## Results and discussion

An ammonium ion bound to the oxygen of a silanol molecule forms a short hydrogen bond, O···H–N, in which one partner carries a full positive charge. Two limits frame its energy. Far apart, the ion sees little more than the dipole of the silanol. Pressed together, two closed electron shells overlap and repel. The questions below connect these limits with the help of a hybrid-functional calculation.

Silanol (H₃SiOH) and ammonium (NH₄⁺) in the gas phase, total charge +1, singlet, computed with PySCF 2.14.0 at the PBE0-D3(BJ)/def2-TZVP level with density fitting. The rigid scan starts from a PBE0-D3(BJ)/def2-SVPD geometry. Negative interaction energies mean binding, and the four terms add up to the uncorrected value.

| contact distance (Å) | interaction counterpoise (kcal/mol) | interaction uncorrected (kcal/mol) | electrostatic term (kcal/mol) | pauli term (kcal/mol) | orbital term (kcal/mol) | dispersion or correlation term (kcal/mol) |
| --- | --- | --- | --- | --- | --- | --- |
| 1.220 | -17.540 | -18.000 | -45.43 | 81.08 | -52.34 | -1.310 |
| 1.296 | -21.810 | -22.220 | -40.31 | 61.69 | -42.34 | -1.260 |
| 1.373 | -24.310 | -24.680 | -35.72 | 46.73 | -34.48 | -1.210 |
| 1.449 | -25.570 | -25.900 | -31.70 | 35.24 | -28.27 | -1.160 |
| 1.525 | -25.960 | -26.260 | -28.24 | 26.46 | -23.37 | -1.110 |
| 1.601 | -25.760 | -26.030 | -25.29 | 19.78 | -19.47 | -1.060 |
| 1.677 | -25.160 | -25.420 | -22.77 | 14.72 | -16.36 | -1.010 |
| 1.906 | -22.200 | -22.420 | -17.23 | 5.87 | -10.21 | -0.860 |
| 2.287 | -16.770 | -16.930 | -11.97 | 1.09 | -5.41 | -0.630 |
| 3.050 | -9.530 | -9.640 | -7.17 | -0.03 | -2.13 | -0.310 |
| 4.575 | -4.130 | -4.160 | -3.58 | 0.00 | -0.51 | -0.060 |

The contact distance runs from the oxygen to the bridging hydrogen, and both molecules keep their shape along the path. The interaction is the energy of the pair less that of the two separate molecules in the same shapes, so a negative value means binding. In the counterpoise column the separate molecules are computed in the basis of the whole pair; the uncorrected column uses their own basis sets.

Four terms add up to the uncorrected interaction. The electrostatic term is the Coulomb energy between the undisturbed charge clouds. The Pauli term is the cost of making the overlapping electrons obey the exclusion principle, together with the change in exchange-correlation energy. The orbital term is the energy gained when the electrons then rearrange, and the last term is the dispersion correction.

### 1. Where is the pair bound most strongly, and how strongly?

The binding is about 26 kcal/mol, or roughly 1 eV, at a contact distance of about 1.5 Å. The well is lopsided. Pushing the molecules 0.3 Å closer, to 1.220 Å, costs 25.96 − 17.54 = 8.4 kcal/mol. Pulling them apart by a slightly larger step, to 1.906 Å, costs less than half as much.

### 2. Which contribution is the largest at the minimum?

Three terms of 20 to 30 kcal/mol compete there, while dispersion contributes only about 1. The electrostatic attraction is the largest at −28.2 kcal/mol, followed by the Pauli repulsion at +26.5 and the orbital term at −23.4.

It is tempting to cancel the first two against each other and call the remainder an orbital bond. The same arithmetic would allow the repulsion to be cancelled against the orbital term, which would leave an electrostatic bond. The sizes of the terms at one distance therefore do not settle what holds the pair together, and they also depend on how the energy is divided. How each term changes with distance tells more.

### 3. Why does the minimum lie where it does?

At a minimum the slopes of the terms cancel, whatever their values. Moving inward from 1.525 to 1.220 Å, all attractive terms together gain 46 kcal/mol, but the Pauli term rises by 55. Moving outward to 1.906 Å, the repulsion falls by 21 kcal/mol, but 24 kcal/mol of attraction is lost.

The repulsion therefore wins on the inside and the attraction on the outside. This requires the repulsion to have the shorter range. The next two questions explain why it does.

### 4. Why does the repulsion die out so quickly?

The Pauli term roughly halves with every 0.2 Å of separation and has practically vanished at 3 Å. It needs electrons of both molecules in the same region of space. The outer part of a molecular charge cloud thins out exponentially, so the overlap of two such tails also falls nearly exponentially, and the repulsion follows the overlap.

A single exponential, fitted by least squares to the Pauli term in all eleven rows, decays at 3.7 per Å. It describes the steep wall well but falls off too slowly further out: at 2.287 Å it gives about 1.6 kcal/mol where the table has 1.09. A likely reason is the exchange-correlation change included in this term, which is expected to be attractive; at 3.050 Å the term even turns slightly negative, which no pure exponential can do. An inverse power of the contact distance does worse, because the power needed doubles from about 4.5 at the short end to about 9 near 2 Å. The exponential is thus a good picture of the wall, though not an exact law.

### 5. What is left when the molecules are far apart?

At three times the equilibrium distance about one sixth of the binding survives, and most of it is electrostatic. No overlap is needed for this part. A charge q at distance R from a dipole μ that points in the most favourable direction has the energy −k·q·μ/R², where k is the Coulomb constant. Doubling R leaves a quarter of the attraction, whereas an exponential wall would long be gone.

The last row allows a test without any fitted number. The dipole of free, relaxed silanol in the same calculation is 1.345 D, or 0.28 e·Å. The ion's charge is placed on its nitrogen and the dipole on the oxygen. The dipole is assumed to point in the most favourable direction, since only its size is known here. With an N–H bond of 1.08 Å that lies almost on the line of contact, R is 4.575 + 1.08 ≈ 5.66 Å. With these values the formula gives an energy of about −2.9 kcal/mol.

The table has −3.58 kcal/mol, so the simple picture, with the charges placed in this way, yields about four fifths of the electrostatic term. Since the clouds hardly overlap at this distance, two causes are expected for the remainder. The silanol on this path keeps the distorted shape it has in the pair, and its dipole is expected to be larger than that of the relaxed molecule. A single point dipole also leaves out the finer shape of the charge distributions. At the minimum the same formula yields only half of the term. There the finer shape of the charge distributions counts for more. The clouds also interpenetrate, so each nucleus is less well screened from the other molecule's electrons. Both effects make the attraction grow faster than 1/R².

### 6. What does the rearrangement of the electrons add?

It more than doubles the depth of the well and draws the molecules closer. If the orbital term is left out of the sum, the lowest row moves from 1.525 to 1.906 Å, and the binding there is only 12 kcal/mol. The rows are widely spaced in that region, so the shift of about 0.4 Å is approximate. It is probably somewhat larger, since without the orbital term the next row outward lies much closer in energy than the next row inward. The orbital term has this effect because it steepens quickly on approach and so counters part of the repulsive wall.

The far limit shows where this steepness begins. The field of the ion falls as 1/R², the dipole it induces in the silanol is proportional to that field, and the energy gained is proportional to the field squared, hence to 1/R⁴. Between the last two rows the orbital term falls with a power of about 4.6, against about 2.2 for the electrostatic term, with distances counted from the nitrogen. Counting from the bridging hydrogen lowers these powers to about 3.5 and 1.7. The exact values therefore carry little meaning, but the order of the two ranges holds either way.

Closer in, the power counted from the nitrogen rises above 6 around the minimum. Counted from the hydrogen it only moves to about 3.8, so the power alone cannot show a new mechanism. Once orbitals overlap, electrons can also shift from the silanol to the ion. The charge left on the ammonium agrees with this: it is 0.91 e at 1.525 Å and 0.85 e at 1.220 Å. This is no proof, because such a charge depends on how the density is shared out between the molecules, and polarisation can lower it too. Nor does the orbital term separate transfer from polarisation. Hybrid functionals of this kind can overstate transfer in short ionic hydrogen bonds, an effect whose size is untested here.

### 7. What would change if the molecules could relax, or if the ion lost its charge?

Relaxation matters at the level of a few kcal/mol. Bringing the two free molecules into the shapes they have on this path costs 4.5 kcal/mol in total. Measured against relaxed molecules, the binding at the minimum is therefore 21.5 instead of 26.0 kcal/mol.

At 4.575 Å the same correction puts the rigid pair 0.3 kcal/mol above the relaxed molecules. This is no repulsion: the molecules still attract each other, but less than their distortion costs. The rigid path limits the short end too. The bridging hydrogen stays fixed to its nitrogen, so the steep rise below 1.5 Å describes squeezed molecules and not the transfer of a proton.

Replacing ammonium by neutral ammonia would remove the leading term of the far limit. Two dipoles interact as 1/R³ at fixed orientation, so doubling the distance would leave an eighth of the attraction instead of a quarter. The field that polarises the silanol would weaken as well. For ammonia held in the same position, theory thus points to a shallower well with a shorter tail, while the overlap repulsion would remain. Left free, ammonia would be expected to turn and accept a hydrogen bond from the silanol instead.

### 8. Which digits can be trusted, and what carries over to an oxide surface?

The position of the minimum is settled to about 0.01 Å within this calculation and for this rigid path. A parabola through the three lowest rows puts it at 1.54 Å with the counterpoise correction and at 1.53 Å without. The correction itself is 0.3 kcal/mol at the minimum, about 1 % of the interaction. It changes so smoothly with distance that it leaves the shape of the well intact.

The second decimal of the energies is useful for comparing neighbouring rows, but it is no measure of accuracy against nature. The counterpoise correction removes only the energy that each molecule gains by borrowing its partner's basis functions. The error of the functional and the remaining incompleteness of the basis stay in the result. A binding of about 26 kcal/mol between rigid molecules is the figure to remember.

Silanol groups terminate silicon oxide surfaces, including those of gate dielectrics, and ammonium can be left behind by wet cleaning with ammonia. For one small molecule in the gas phase, the curve shows that such an ion is attracted well before it touches the oxygen, and that close contact then adds most of the binding. In a real process, water and counter-ions screen the charge and neighbouring surface groups compete for it. In ammonia solution some silanol groups also lose their proton, and the negative sites left behind attract ammonium more strongly. The gas-phase energy therefore shows one attraction that can help to hold the ion, but it does not predict whether the ion sticks or how much remains after a rinse.
